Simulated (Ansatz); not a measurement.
## Ti: pressure and energy less free atoms against volume per atom

Results calculated with Ansatz 0.2.0, not measured. Periodic Kohn-Sham DFT of a crystal at fixed atoms; pressure and stress are positive in compression; the energy is the free energy less that of spherical unpolarised free atoms; site moments are those in the method's own spheres, positive along +z.

Cell of the first row (space group Fm-3m, No. 225):
```
cell vectors (Å)
   0.0000     1.9886     1.9886
   1.9886     0.0000     1.9886
   1.9886     1.9886     0.0000
atoms (fractions of the cell vectors)
Ti  0.00000  0.00000  0.00000
```

Settings of every row: method all-electron LAPW; functional LDA; relativity scalar; k mesh 15x15x15; filling fermi-dirac; smearing width 0.05 eV; basis error target 0.25 meV/atom; nucleus gaussian.

Atom start moment: 0 on all atoms.

```
row  volume per atom (Å³)  pressure (GPa)  energy less free atoms (eV/atom)
  1                15.727           2.425                           -7.4605
  2                15.735           2.356                           -7.4606
  3                16.062           -0.21                           -7.4627
  4                16.229          -1.441                           -7.4619
  5                16.396               ?                                 ?
  6                16.731          -4.823                           -7.4519
  7                16.898          -5.852                           -7.4464
  8                17.065          -6.836                           -7.4397
  9                17.233          -7.777                           -7.4321
 10                  17.4          -8.675                           -7.4235
 11                17.735         -10.353                           -7.4036
```

Question: what pressure and energy less free atoms should row 5 give?

Worked fit of pressure. Take u = (V_r/V)^(2/3) − 1 with V_r = 16.815 Å³ an atom, which is twice the finite (Eulerian) strain; such expansions in the strain, on which the Birch-Murnaghan equation of state is built, carry the rest volume and the bulk modulus. The shown rows have u = 0.0456, 0.04525, 0.03101, 0.02393, 0.00334, -0.00328, -0.00979, -0.01624, -0.02254, -0.03489. Least squares give pressure = −5.3459 + 155.183 × u + 333.51 × u² GPa; a straight line predicts inner rows, each left out in turn, worse (root mean square 0.19 against 0.0027 GPa). The rows lie off it by 0.001, -0.003, 0.003, 0.000, 0.001, -0.001, -0.003, 0.001, -0.001, 0.001. The pressure vanishes at u = 0.0322, or V = 16.03 Å³ an atom, and there the bulk modulus at fixed shape and fractions is B = −V dP/dV = (2/3)(1 + u) dP/du = 122 GPa. The withheld row has u = 0.01696, so the fit gives −5.3459 + 155.183 × (0.01696) + 333.51 × (0.01696)² = -2.618 GPa.

The calculation gave -2.619 GPa. The fit lies 0.001 GPa (0.0078 % of the column's range) above it, one unit of the last digit.

Worked fit of energy less free atoms. Take u = (V_r/V)^(2/3) − 1 with V_r = 16.815 Å³ an atom, which is twice the finite (Eulerian) strain; such expansions in the strain, on which the Birch-Murnaghan equation of state is built, carry the rest volume and the bulk modulus. The shown rows have u = 0.0456, 0.04525, 0.03101, 0.02393, 0.00334, -0.00328, -0.00979, -0.01624, -0.02254, -0.03489. Least squares give energy less free atoms = −7.44926 − 0.8414 × u + 13.244 × u² − 4.2 × u³ eV/atom; a parabola predicts inner rows, each left out in turn, worse (root mean square 7.9e-05 against 4.7e-05 eV/atom). All shown rows lie on it to the printed digit. Its lowest point lies at u = 0.0323, or V = 16.03 Å³ an atom, and the curvature there gives the bulk modulus at fixed shape and fractions, B = (4/9)(1 + u)² E″(u)/V = 122 GPa. The withheld row has u = 0.01696, so the fit gives −7.44926 − 0.8414 × (0.01696) + 13.244 × (0.01696)² − 4.2 × (0.01696)³ = -7.4597 eV/atom.

The calculation gave -7.4597 eV/atom. The fit meets it to the printed digit.
